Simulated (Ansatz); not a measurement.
Which isomer of C2HF3Ge gives these data?

These gas-phase data were calculated for one isomer of C2HF3Ge at PBE0-D4/def2-SVP (harmonic, unscaled wavenumbers; equilibrium rotational constants with average atomic masses):

- rotational constants: 3.542, 1.922, 1.922 GHz
- all wavenumbers above 1500 cm⁻¹: 3469, 2192

Candidates:

(1) `FC#[C][GeH]([F])[F]`, a singlet
(2) `C#[C][Ge]([F])([F])[F]`, a singlet

**Question.** Which candidate do the data belong to?

**Answer.** Candidate (2). The band at 3469 cm⁻¹ lies where the ≡C–H stretch is expected; (1) has no mode between 3300 and 3560 cm⁻¹.

The same quantities for all candidates:

```tsv
	rotational constants (GHz)	wavenumbers above 1500 cm⁻¹	E above the lowest, PBE0-D4/def2-SVP (kcal/mol)
(1)	5.499, 1.102, 0.9935	2403, 2255	36.6
(2)	3.542, 1.922, 1.922	3469, 2192	0.0
```

Programs: Ansatz 0.2.0.

The rotational constants support the assignment independently of the C–H stretch. Two of them coincide at 1.922 GHz, as expected for a symmetric top with a linear ethynyl group on the threefold axis of a GeF3 unit. In (1), one fluorine sits at the far end of the chain, which raises the moments of inertia for end-over-end rotation. Only two fluorines remain off the axis, so the largest constant rises to 5.499 GHz. Its bands at 2403 and 2255 cm⁻¹ are probably the C≡C stretch, raised by coupling to C–F, and the Ge–H stretch, respectively.

The preference for (2) by 36.6 kcal/mol reflects the exchange of a C–F and a Ge–H bond for a C–H and a Ge–F bond. Electropositive germanium forms a strong, highly polar bond to fluorine, whereas fluorine on an alkynyl carbon suffers repulsion between its lone pairs and the π system. This energy gap ranks the two isomers thermodynamically but says nothing about the barrier between them.
